A molecule held at one fixed geometry absorbs, in a calculation, at a set of sharp energies. To turn these into a spectrum, each excitation is spread into a Gaussian whose area is set by its strength. The bands that result look simple, and it is tempting to read a single hump as a single excitation.

The hump studied here belongs to one ion pair in the gas phase: a 1-butyl-3-methylimidazolium cation beside a tetracyanoborate anion. The excitations come from time-dependent density-functional theory with the B3LYP functional. Each Gaussian has the same half-width, $w = 0.25$ eV, measured where the curve has fallen to $1/e$ of its height. Below, $E$ is the photon energy and $\varepsilon$ the molar absorptivity.

PySCF 2.14.0, Tamm-Dancoff TD-DFT at the B3LYP/6-31G(d) level with density fitting and core orbitals frozen in the response, for one gas-phase 1-butyl-3-methylimidazolium tetracyanoborate ion pair at its GFN2-xTB geometry. The spectrum includes the eight lowest singlet excitations, each broadened into a Gaussian of 0.25 eV half-width at 1/e height.

| photon energy (eV) | molar absorptivity (L/(mol cm)) |
| --- | --- |
| 5.600 | 0.0 |
| 5.700 | 30.0 |
| 5.800 | 140.0 |
| 5.900 | 500.0 |
| 6.000 | 1310.0 |
| 6.100 | 2550.0 |
| 6.200 | 3720.0 |
| 6.300 | 4200.0 |
| 6.400 | 3900.0 |
| 6.500 | 3260.0 |
| 6.600 | 2670.0 |
| 6.700 | 2220.0 |
| 6.800 | 1920.0 |

**(a) Use only the table and the width $w$. Can one Gaussian, of any height and at any position, describe the whole band? If not, on which side does it go wrong?**

*Solution.* A Gaussian falls ever more steeply, in relative terms, as one leaves its centre. The low-energy side of the band behaves in this way. Going down from 6.1 eV, the first step of 0.1 eV leaves about 51 % of the absorptivity, the next 38 % and the next 28 %.

The high-energy side does the opposite. From 6.6 to 6.7 eV the absorptivity keeps 83 % of its value, and from 6.7 to 6.8 eV it keeps 86 %. The fall is slowing down just where a Gaussian would plunge.

This can be made into a test that needs neither the height nor the centre of the curve. Take three neighbouring rows, a step $h = 0.1$ eV apart, and form

$$R = \frac{\varepsilon(E-h)\,\varepsilon(E+h)}{\varepsilon(E)^2}.$$

For a single Gaussian the height and the centre cancel, and $R = e^{-2h^2/w^2} = 0.726$ at every energy. If several Gaussians of the same width overlap, with centres $E_i$ and local contributions $g_i$ to the absorptivity at $E$, the same algebra gives

$$R = e^{-2h^2/w^2}\;\frac{\sum_{ij} g_i g_j \cosh\!\left[2h(E_i-E_j)/w^2\right]}{\sum_{ij} g_i g_j}.$$

A hyperbolic cosine is never below one, so additional excitations can only raise $R$. They raise it most where excitations of different energy contribute in comparable amounts. $R$ therefore senses how mixed the absorption is at a given photon energy.

At 6.0 eV the table gives $R = 0.743$, above the single-Gaussian value by little more than the rounding of the entries allows. At the top of the band, 6.3 eV, it is already 0.822. At 6.5 eV it reaches 0.980, which is almost the value of one that marks a plain exponential decline. One Gaussian can thus describe the rise but not the top or the fall, wherever it is centred. Since all the Gaussians have the same width, the falling side must contain excitations at more than one energy.

**(b) The lowest singlet excitation in the same calculation has the oscillator strength $f = 0.05126$ and the squared transition dipole $d^2 = 0.3350$ in atomic units. Construct its Gaussian without adjusting anything, and use it to size the breaks.**

*Solution.* Three things define a Gaussian: its centre, its width and its area. The centre is the excitation energy, the width is prescribed, and the area follows from the oscillator strength. Nothing is left to fit, and no row of the table is used to fix the curve.

The energy is contained in the two quantities given, because in atomic units $f = \tfrac{2}{3}E_1 d^2$. Hence

$$E_1 = \frac{3 \times 0.05126}{2 \times 0.3350}\ \text{hartree} = 0.2295\ \text{hartree} \approx 6.25\ \text{eV}.$$

For the height one needs the standard relation between oscillator strength and band area, $f = \frac{\ln 10}{\pi r_e N_A}\int \varepsilon\,d\tilde\nu$, where $\tilde\nu$ is the wavenumber, $r_e$ the classical electron radius and $N_A$ the Avogadro constant. The area of a Gaussian is $\sqrt{\pi}$ times its height times $w$, and 0.25 eV corresponds to 2016 cm$^{-1}$. The height is therefore

$$\varepsilon_1 = \frac{\pi r_e N_A}{\ln 10}\;\frac{0.05126}{\sqrt{\pi}\times 2016\ \text{cm}^{-1}} \approx 3320\ \text{L/(mol cm)}.$$

Take the row at 6.5 eV as an example. It lies 0.254 eV above the centre, so the Gaussian has dropped by the factor $e^{-(0.254/0.25)^2} \approx 0.36$. The first excitation then supplies about 1190 L/(mol cm), whereas the table has 3260. Nearly two thirds of the absorption at this energy comes from elsewhere.

The same calculation along the series shows a break that sets in gradually. At 6.1 eV the first excitation still accounts for 92 % of the absorptivity, and at the highest row, 6.3 eV, for 75 %. At 6.8 eV only about 1 % is left. In absolute terms the gap is widest at 6.6 eV, where the single Gaussian falls short by some 2200 L/(mol cm).

The extra absorption also displaces the top of the band. A parabola through the three highest rows puts the maximum at 6.31 eV, about 0.07 eV above the first excitation. The shift is small, but it shows that the maximum of a merged band need not be the energy of any one state.

**(c) What causes the breaks, why do they appear only on one side, and how far can their size be trusted?**

*Solution.* The calculation finds seven more singlet excitations above the first, between 6.36 and 6.99 eV. Their average spacing is $(6.99-6.25)/7 \approx 0.11$ eV, less than half the width of each Gaussian. They therefore merge into a long slope and leave no separate peaks. Below the first excitation there are no singlets at all, so nothing disturbs the rise from that side.

The higher excitations do reach down into the rise, but their influence dies away quickly there. For two Gaussians of equal width whose centres lie $\Delta$ apart, the ratio of the upper to the lower contribution grows by $e^{2h\Delta/w^2}$ with every step $h$ up in photon energy. The fifth excitation lies $6.60 - 6.25 = 0.35$ eV above the first, so it gains a factor of about three on it with each row. A contribution that is negligible at the foot of the band can in this way dominate a few rows later.

The same rule tells what to look for in a neighbouring case. The rise stays close to one Gaussian if the excitations just above the first are clearly weaker than it, as here, or if they lie further above it than the width. The fall is stretched if further excitations follow at spacings smaller than the width.

The orbitals show what kinds of excitation are involved. The first one moves an electron mainly within the imidazolium ring, and the centres of the hole and of the electron lie only 1.4 Å apart. Excitations two to five carry an electron mainly from the anion to the cation. Such charge-transfer excitations tend to be weak, because the orbital that is emptied and the one that is filled overlap little.

Weak excitations can still matter together. The four have about half the oscillator strength of the first, yet at 6.5 eV they supply 48 % of the absorptivity against its 36 %. They win there because their centres are closer to that photon energy. At 6.8 eV the lead has passed to excitations six to eight, with 74 %.

All eight Gaussians together reproduce every row to within 10 L/(mol cm). This agreement identifies the contributors, but it does not test the electronic structure, because the spectrum was built from these same excitations. How well the breaks would survive in a better calculation is a separate question, and the answer differs along the falling side.

The middle of the fall suffers most clearly from a known fault of the functional. Moving an electron from one ion to the other costs the energy gap between the orbital it leaves and the one it enters, less the attraction between the electron and the hole left behind. B3LYP contains only a fifth of exact exchange and makes both the gap and the long-range attraction too small. The missing attraction by itself would raise the excitation energy, but the error in the gap outweighs it, so charge-transfer excitations come out too low. With a range-separated functional, which largely corrects both errors, excitations two to five should move up and the absorption around 6.4 to 6.6 eV should weaken. The ring excitation, and with it the rise, should be affected much less. Excitations six and seven, with hole and electron 2.5 and 2.1 Å apart, may share the fault in part.

At the upper end one of the errors has a known sign. Only eight singlets were included, and any above 6.99 eV would add their own tails to the last rows. The absorptivities at 6.7 and 6.8 eV are therefore too low even for this level of theory, and the departure from a single Gaussian is understated there. The basis set adds a further uncertainty, since it has no diffuse functions and describes spread-out excited states poorly. The Tamm-Dancoff approximation makes the intensities approximate as well. The geometry is a single arrangement of the ions from a tight-binding method, and the charge-transfer energies depend on how the ions lie.

The foot of the band needs a different caution. The table shows some absorption at 5.7 eV, more than half an electronvolt below the lowest singlet. That is the tail of the first Gaussian, and a narrower broadening would remove it. The onset is thus better characterised by the excitation energy than by the first row above zero.

This matters when such ionic liquids are used as gate electrolytes in transistors that are also illuminated. The lowest singlet of the isolated pair corresponds to a wavelength of about 200 nm, deep in the ultraviolet, so the pair itself should let visible light through to the channel. The real liquid also contains other arrangements of the ions, which shift the charge-transfer excitations in particular. The spectrum says nothing about the voltage that the electrolyte withstands.
